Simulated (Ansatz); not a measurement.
# A series in volume scale on HfTiW4

All results are calculated (Ansatz 0.2.0). Free energy against uniform scaling of the volume at fixed shape and fractions; periodic cell, basis, potentials, k mesh and filling as listed.

The cell before it is scaled or strained (space group F-43m, No. 216):
```
CELL_PARAMETERS angstrom
0.00000 3.79340 3.79340
3.79340 0.00000 3.79340
3.79340 3.79340 0.00000
ATOMIC_POSITIONS crystal
Hf 0.75000 0.75000 0.75000
Ti 0.00000 0.00000 0.00000
W 0.37496 0.37496 0.37496
W 0.87511 0.37496 0.37496
W 0.37496 0.37496 0.87511
W 0.37496 0.87511 0.37496
```

Settings of every row: functional LDA; dispersion none; potentials PAW; wave cutoff 639.47 eV; density cutoff 2557.9 eV; k mesh 5x5x5; k shift 0x0x0; occupations cold; smearing width 0.1 eV; spin none; SCF threshold exponent -7.

Limits: coarse k mesh, up to 40 meV an atom off; minimum outside the range; no spin-orbit coupling, which can matter with elements this heavy; the cell comes from a prototype or a list of computed structures and needn't be the stable phase.

| row | volume scale | V (Å³/atom) | energy above lowest point (meV/atom) |
| --- | --- | --- | --- |
| 1 | 0.9406 | 17.115 | 0 |
| 2 | 0.9703 | 17.655 | 16 |
| 3 | 1 | 18.196 | 53.1 |
| 4 | 1.0297 | 18.736 | ? |
| 5 | 1.0594 | 19.276 | 180.6 |

Question: what energy above lowest point should row 4 give?

Worked fit of energy above lowest point. Take u = (V_r/V)^(2/3) − 1 with V_r = 17.925 Å³ an atom, which is twice the finite (Eulerian) strain; such expansions in the strain, on which the Birch-Murnaghan equation of state is built, carry the rest volume and the bulk modulus. The shown rows have u = 0.03131, 0.01017, -0.00995, -0.04729. Least squares give energy above lowest point = 32 − 1865.3 × u + 26991 × u² meV/atom; a straight line predicts inner rows, each left out in turn, worse (root mean square 26 against 0.35 meV/atom). The rows lie off it by -0.1, 0.2, -0.1, 0.0. The withheld row has u = -0.02907, so the fit gives 32 − 1865.3 × (-0.02907) + 26991 × (-0.02907)² = 109.0 meV/atom.

The calculation gave 108.8 meV/atom. The fit lies 0.2 meV/atom (0.11 % of the column's range) above it; its largest miss of a shown row is 0.2 meV/atom.
